Phenylsilylsilylene has a silicon atom, Si2, with only two bonds: one to an SiH₃ group and one to a benzene ring. The table describes its triplet state, in which two electrons have parallel spins, as a hybrid density functional gives it.

Triplet [SiH3][Si]c1ccccc1 in the gas phase, computed with PySCF 2.14.0 at unrestricted B3LYP/pcH-1 with density fitting on a GFN2-xTB geometry. Spin populations are Mulliken; couplings are for 29Si, 13C and 1H, and A iso includes a mean-field spin-orbit term. Atoms are numbered in SMILES order, hydrogens last; those with the same connectivity are averaged in one row.

```tsv
atom	bonded to	spin population (e)	A iso (MHz)	largest dipolar part (MHz)	spin on the carrier of an H (e)
Si1	H H H Si	0.085	-48.1	7.5	n/a
Si2	C Si	1.710	-324.8	83.8	n/a
C3	C C Si	-0.061	15.4	8.4	n/a
C4	C C H	0.095	12.3	6.5	n/a
C5	C C H	-0.049	-1.8	2.4	n/a
C6	C C H	0.106	4.6	7.8	n/a
H9	Si	0.026	26.0	3.4	0.085
H12	C	-0.005	-1.4	2.5	0.092
H13	C	0.003	1.9	1.2	-0.052
H14	C	-0.005	-3.3	2.6	0.106
```

The spin population is the surplus of majority-spin electrons assigned to an atom. A iso, the isotropic coupling, measures the spin density exactly at the nucleus, while the dipolar part reflects how the spin is spread around it. The dipolar part has three components, and the column gives the most positive one, which for Si1 and C5 is not the largest in size. Rows for several atoms are averages over positions that are not equivalent in the computed structure, except in the last column, which gives the carrier of only one hydrogen. C3 is the ring carbon bonded to Si2, and C4, C5 and C6 are the ortho, meta and para carbons. H12, H13 and H14 are the hydrogens on these last three.

**(a) Where are the two unpaired electrons?**

Mostly on Si2, which holds 1.710 of the two, or 85 %. The molecule is therefore a silicon-centred triplet, and the ring has only a small share of the spin. Silylenes usually have a singlet ground state, which would show no hyperfine coupling at all. The table applies to the molecule only while it is in the triplet state.

**(b) Both silicon atoms have positive spin populations. Why are their couplings negative?**

The coupling is proportional to the spin density at the nucleus times the magnetic moment of that nucleus. The calculation gives positive spin density at both silicon nuclei, but ²⁹Si has a negative moment, and this reverses the sign. ¹³C and ¹H have positive moments, so for them the sign of A iso is the sign of the density at the nucleus.

**(c) What does the dipolar part of Si2 reveal about the orbitals?**

An electron in a single p orbital gives three dipolar components in the ratio −2 : +1 : +1 at a ²⁹Si nucleus, with the −2 along the orbital. Add a second electron in a perpendicular p orbital, and the sum becomes −1 : −1 : +2. The calculation gives −52, −32 and +84 MHz, which has the second pattern.

Two perpendicular orbitals of mainly p character thus hold the electrons. Bonding theory identifies them: a π orbital perpendicular to the plane of the two bonds at Si2, and a hybrid of s and p lying in that plane. The two negative components are unequal, which suggests that the two electrons have different p shares on Si2. The s part of the hybrid lowers one share, and the spread of the π electron into the ring lowers the other.

**(d) Si2 has about 20 times the spin of Si1. Why is its coupling only about 7 times as large?**

Only s orbitals have density at the nucleus. The π electron makes up much of the spin on Si2, yet it adds nothing directly to A iso. The spin on Si1 probably arrives largely through the Si–Si bond, whose orbitals contain s character, so each unit of it should count for more. This is an argument from bonding theory, and the ratio of 20 is itself rough, because a population analysis divides shared electrons by convention.

**(e) Can the coupling of a ring hydrogen be estimated from the spin on its carbon?**

The benzyl radical is a simpler relative, with one unpaired π electron next to a benzene ring. There, as here, the spin is positive on the ortho and para carbons and negative on the meta carbons. A π orbital has no density in the ring plane, where the hydrogens lie. It acts on them indirectly: the C–H bond electron with parallel spin is drawn towards the carbon, which leaves opposite spin at the hydrogen.

McConnell's rule puts this into a formula: A iso = Q × (spin on the carbon) / 2. Here Q is roughly −70 MHz, a recalled value for π radicals in general that was not adjusted to this table. The division by 2 is needed because a triplet's coupling is shared between two unpaired electrons. For the para hydrogen H14,

A iso ≈ −70 MHz × 0.106 / 2 ≈ −3.7 MHz,

against −3.3 MHz in the table. The meta row H13 also agrees, though only as an average of two hydrogens with 1.2 and 2.6 MHz. For the ortho row H12 the rule gives more than twice the computed size, as the output after this text shows.

**(f) Why does the rule fail at one of the two ortho positions?**

The comparison with benzyl ends at the second electron, the one in the plane. The two ortho carbons have nearly equal spin populations, 0.092 and 0.097, which suggests that the π electron treats them almost alike. Their couplings are nevertheless 5 and 19 MHz. The carbon with the larger coupling also bears the hydrogen that breaks the rule, with +0.4 MHz where its partner has −3.1 MHz.

Something other than π spin reaches one side of the ring. The in-plane electron is the likely source. Two of the three SiH₃ hydrogens have practically equal couplings, as if the plane of the two bonds at Si2 were a mirror. A ring at right angles to that plane would then have two equal ortho carbons, so the ring most likely lies close to the plane instead. The orbital of the in-plane electron therefore meets the two sides of the ring differently, and it can mix more with the s-containing bonds of one side than with those of the other. The same electron would explain C3, where the population is negative but the coupling is +15.4 MHz. There the π system would supply the negative population, and the in-plane electron the positive density at the nucleus. No calculation that separates the two electrons has tested this.

**(g) What would change if the SiH₃ group stopped turning?**

The value of 26.0 MHz for H9 is an average over three hydrogens. In the computed structure two of them have 41 MHz and the third has −4 MHz. If the group turns quickly, each hydrogen visits all three positions and an experiment sees the average. If it is frozen, the single average coupling gives way to two very different ones.

The likely cause is hyperconjugation. An Si–H bond that leans towards the lobes of the π orbital on Si2 overlaps with it and takes up spin, whereas a bond at right angles to the lobes does not. The two large couplings fit bonds of the first kind, and the small one fits a bond of the second kind. The in-plane electron could reach this third hydrogen too, but the small negative coupling gives no sign of a large positive contribution.

**(h) Which digits can be trusted?**

For Si2, "about −325 MHz" reports what this structure, functional and basis set give. As a forecast of a measured coupling, even its second digit is in doubt. The coupling depends on how much s character the in-plane orbital has, and that changes with the angle between the two bonds at Si2, which comes from a cheaper method. In the ring, differences of 1 to 2 MHz should not be interpreted with so small a basis, while the gap of 14 MHz between the two ortho carbons is well above that level. The gap of 3.5 MHz between their hydrogens is less secure.

Printed output of the fit:

```
Spin population summed over all atoms (e): 2.001
Share of the spin on Si2 (%): 85.46
Spin population of Si2 over that of Si1 (ratio): 20.12
A iso of Si2 over that of Si1 (ratio): 6.753
McConnell estimate for H12 (MHz): -3.22
McConnell estimate for H13 (MHz): 1.82
McConnell estimate for H14 (MHz): -3.71
Estimate less computed A iso for H12 (MHz): -1.82
Estimate less computed A iso for H13 (MHz): -0.08
Estimate less computed A iso for H14 (MHz): -0.41
Mean coupling of the three SiH3 hydrogens (MHz): 25.99
Two large SiH3 couplings less the small one (MHz): 45.41
Difference between the two ortho carbons (MHz): 13.91
Difference between the two ortho hydrogens (MHz): 3.515
Size of the spin-orbit part of A iso of Si2 (%): 0.3344
```
